An engineer has a cell of metallic Ta₂Si and wants three things from it: its energy, relaxed atomic positions and a relaxed cell shape. Each calls for an average over the Brillouin zone, which the calculation replaces by a sum over a mesh of k points. The table gives the error of that sum, relative to a mesh of 16×16×16, for energy, pressure and forces. The last column counts the irreducible k points, those that remain distinct once symmetry is used.

Error of the k-point mesh for Ta2Si (I4/mcm, 6-atom cell, conventional a = 6.176, c = 5.047 Å) at fixed geometry, relative to 16×16×16. Ansatz 0.2.0, PBEsol, plane-wave PAW, scalar-relativistic, no spin polarisation, cutoff 420 eV, Gaussian smearing of 0.1 eV, Gamma-centred meshes. Energy is at zero smearing, pressure is positive in compression, and forces are compared axis by axis.

| k mesh | energy less reference (meV/atom) | pressure less reference (GPa) | largest force change (eV/Å) | irreducible k points |
| --- | --- | --- | --- | --- |
| 1x1x1 | 579 | 4.51 | 1.23 | 1 |
| 2x2x2 | 7.98 | 1.29 | 0.202 | 4 |
| 4x4x4 | 0.472 | 0.312 | 0.0444 | 13 |
| 6x6x6 | -0.751 | 0.041 | 0.0131 | 30 |
| 8x8x8 | 0.914 | 0.007 | 0.0156 | 59 |
| 10x10x10 | -0.148 | 0.001 | 0.00073 | 102 |
| 12x12x12 | 0.144 | -0.005 | 0.00383 | 163 |
| 14x14x14 | 0.086 | 0 | 0.00128 | 244 |

**(a) Which meshes would deceive someone who looks at a single quantity, and what in the results would give them away?**

*Solution.* The crudest failure is the single point at 1x1x1, with an energy error of 579 meV/atom. This run also reports a band gap of 0.55 eV, although every denser mesh finds a metal. One point can't show that a band lies below the Fermi level in one part of the zone and above it in another. The gap is therefore a product of the sampling, and the run doesn't describe an insulating form of Ta₂Si.

The mesh 4x4x4 deceives more quietly. Its energy error of 0.47 meV/atom is about half that of 8x8x8, which has more than four times as many irreducible points. Yet its pressure error is some 45 times larger than that of 8x8x8, and its force error nearly three times larger. The small energy error is an accident: the next two meshes are denser, yet both do worse in energy.

The forces show what such an accident can cost. In the reference, each Ta atom feels force components of 0.042 eV/Å along two axes. On 4x4x4 they shrink to 0.003 eV/Å and point the other way. A relaxation told to stop below 0.01 eV/Å would stop at once and declare the atoms relaxed, while the reference still pushes them. In a stiff crystal the missed shift is expected to be about a hundredth of an ångström or less.

The energy gives a warning even without a reference, provided that several meshes are run. From 4x4x4 to 6x6x6 it falls by 1.2 meV/atom, and on the next mesh it rises by 1.7 meV/atom. Steps that change sign and exceed 1 meV/atom show that the energy of these meshes is still uncertain by about that much, however close 4x4x4 happens to lie to the reference.

**(b) Why does the energy wander instead of settling smoothly? Estimate how many electron levels each mesh has near the Fermi level, and how uncertain the sampling is as a result.**

*Solution.* In an insulator each band is either full or empty throughout the zone. The quantity to be averaged is then a smooth periodic function of k, and the error of a regular mesh falls exponentially as the mesh is refined. In a metal the occupation of a band drops from full to empty where the band crosses the Fermi level. With the smearing used here most of the drop takes place within 0.1 eV on either side of the Fermi level, and a coarse mesh steps right over it.

What matters, then, is the number of levels that a mesh places inside this narrow window. It follows from the density of states at the Fermi level, $g$, which can be read from the smearing entropy. For Gaussian smearing of width $\sigma$, a state for one electron at a distance $x\sigma$ from the Fermi level adds $\sigma e^{-x^2}/(2\sqrt{\pi})$ to the entropy term $TS$. Summed over the states of both spins, spread with density $g$, this gives

$$TS=\tfrac12\,g\,\sigma^2 .$$

The reference run has $TS=0.0155$ eV per cell. With $\sigma=0.1$ eV,

$$g=\frac{2\times0.0155}{0.1^2}=3.1\ \text{states per eV and cell}.$$

The calculation is not spin-polarised, so each level holds two electrons, and a k point has on average $3.1/2=1.55$ levels per eV. A window of 0.1 eV on either side of the Fermi level is 0.2 eV wide and holds $1.55\times0.2=0.31$ level per k point.

Take 4x4x4 as the worked case. Its 13 irreducible points supply $13\times0.31\approx4$ distinct levels in the window. If these fell there at random, their number would scatter by about $1/\sqrt4$, or 50 %. This counts the points as equal in weight, which they are not; unequal weights are expected to raise the scatter somewhat. The entropy of this very run, 0.0189 eV, corresponds to $g=3.8$ states per eV and cell, which is 22 % above the reference. The mesh thus sees a Fermi level that is more crowded than it should be.

The same estimate for the metallic runs reads as follows.

| k mesh | levels in the window | expected scatter of $g$ | actual error of $g$ |
|---|---|---|---|
| 2x2x2 | 1.2 | 90 % | +99 % |
| 4x4x4 | 4 | 50 % | +22 % |
| 6x6x6 | 9 | 33 % | −20 % |
| 8x8x8 | 18 | 23 % | +11 % |
| 10x10x10 | 32 | 18 % | +2 % |
| 12x12x12 | 51 | 14 % | +3 % |
| 14x14x14 | 76 | 11 % | +3 % |

No parameter was fitted. The inputs are the point counts, $g$ from the reference run and the chosen window of one smearing width on either side of the Fermi level; another reasonable window would change the expected scatter somewhat. Up to 8x8x8 the estimate gives the right order of magnitude. On the denser meshes it is four to ten times too pessimistic. These three errors share one sign and are close in size, so part of them may belong to the reference itself, and the factor is only rough. The likely reason is that mesh points are evenly spaced, so they cover the zone better than random points would. This should help most once the spacing is fine enough to follow the smeared drop in occupation instead of stepping over it.

The count suggests why the error changes sign. Refining the mesh doesn't simply add detail to the old picture: from 4x4x4 on, each step in the table moves most of the points, and a different set of levels falls into the window. The new set may overstate what the old one understated. In six of the seven metallic rows the energy error has the same sign as the error of $g$; the exception is 10x10x10, where the error of $g$ is smallest. The sign on a given mesh depends on exactly where the bands cross the Fermi level. Spin–orbit coupling, which is strong in Ta and left out here, would shift those crossings, so the signs in the table shouldn't be carried over to a calculation that includes it.

The count does not predict the energy error itself. The energy at zero smearing is the free energy plus half of $TS$, and an error in $g$ enters directly through this correction. Its share differs from mesh to mesh: 0.28 of the 0.47 meV/atom on 4x4x4, but only 0.14 of the 0.91 meV/atom on 8x8x8, and on 10x10x10 it has the opposite sign to the energy error. The rest is an error of the free energy itself, in which band energies, charge density and entropy all come from the same imperfect sample.

For a neighbouring case the count still shows the direction. Halving the smearing width halves the number of levels in the window, so a denser mesh is needed for the same quality. An insulator with a cell of this size and a gap well wider than the window has no levels in it at all, and its energy should settle on a much coarser mesh.

**(c) From 4x4x4 to 8x8x8 the pressure error falls from 0.31 to 0.007 GPa, almost as smoothly as in an insulator. Is 8x8x8 then good enough to relax the shape of the cell?**

*Solution.* Pressure is the mean of three stress components. In this tetragonal cell two of them, along x and y, are equal, and the third, along z, is independent. The same runs give them separately, and their errors relative to the reference look quite different from the pressure column.

| k mesh | error of xx stress (GPa) | error of zz stress (GPa) |
|---|---|---|
| 4x4x4 | +0.20 | +0.54 |
| 6x6x6 | −0.11 | +0.35 |
| 8x8x8 | +0.08 | −0.13 |
| 10x10x10 | +0.04 | −0.08 |
| 12x12x12 | −0.06 | +0.10 |
| 14x14x14 | −0.03 | +0.06 |

From 6x6x6 on, the two errors have opposite signs on every mesh. For 8x8x8 the mean is $(2\times0.076-0.131)/3=0.007$ GPa, which is the entry in the table. The pressure is accurate because two larger errors cancel in it.

The cancellation has a plausible cause. A poor mesh puts some electrons into the wrong states near the Fermi level, but their total number is fixed. If $\delta n_i$ is the surplus of electrons in a group of states $i$ with energy $\varepsilon_i$, and the cell of volume $V$ is strained by $\eta$, the resulting stress error, counted positive in compression, is roughly

$$\delta p_\eta\approx-\frac1V\sum_i\delta n_i\,\frac{\partial\varepsilon_i}{\partial\eta},\qquad \sum_i\delta n_i=0 .$$

A shift common to all these states drops out of the sum, and only differences between their shifts remain.

Near the Fermi level of such a silicide the states should be mainly Ta 5d. When the cell is compressed evenly, a d band widens as a whole, and states at the same height in it are expected to move by similar amounts. It then matters little which of them are filled. When the cell is stretched along z and narrowed along x and y, orbitals that point along z move differently from those that lie in the plane. Now the wrong filling counts in full. The runs contain no level shifts under strain, so this step rests on theory. It fits the opposite signs from 6x6x6 on, where the cancellation is partial at 6x6x6 and nearly complete beyond. It does not fit the coarser metallic meshes: on 4x4x4 both errors are positive, and on 2x2x2 the xx error of +1.96 GPa meets a zz error of only −0.04 GPa, so almost nothing cancels.

At fixed volume the shape of the cell responds to the difference between the zz and xx stresses. In the reference this difference is $-2.31-(-3.51)=1.20$ GPa, and it drives the ratio c/a away from its starting value. The mesh 8x8x8 misses it by 0.21 GPa, about a sixth of the whole effect, while its pressure looks perfect. How much that matters depends on the stiffness of the crystal. In a stiff metal an error of this size is expected to change c/a by only about a tenth of a per cent. So 8x8x8 should do for ordinary lattice parameters, but not for work that turns on very small changes of shape, and the pressure alone gives no hint of this limit.

The smallest entries of the pressure column need the same caution. At 14x14x14 the pressure error is printed as zero, yet the zz stress still differs from the reference by 0.06 GPa. Since the reference is itself a finite mesh, the two runs show only how closely they agree with each other. Neither is known to be that close to the limit of an infinitely dense mesh.

How, then, can the error be judged when no reference is at hand? The last step between two meshes is a poor guide. From 4x4x4 to 6x6x6 the difference between the zz and xx stresses changes by only 0.11 GPa, although it is still wrong by 0.46 GPa. The larger of the last two steps does better: from 4x4x4 on, it is at least as large as the error relative to the reference in every row, for the energy, for the pressure and for this stress difference. For a metal like this one, run three successive meshes, follow the very quantity that will be used, and take the larger of the two steps as a rough measure of its uncertainty. This is a rule of thumb that holds here for the three quantities named, not a strict bound: for $g$ at 14x14x14 the larger of the last two steps is 1.7 %, while the difference from the reference is 2.6 %.
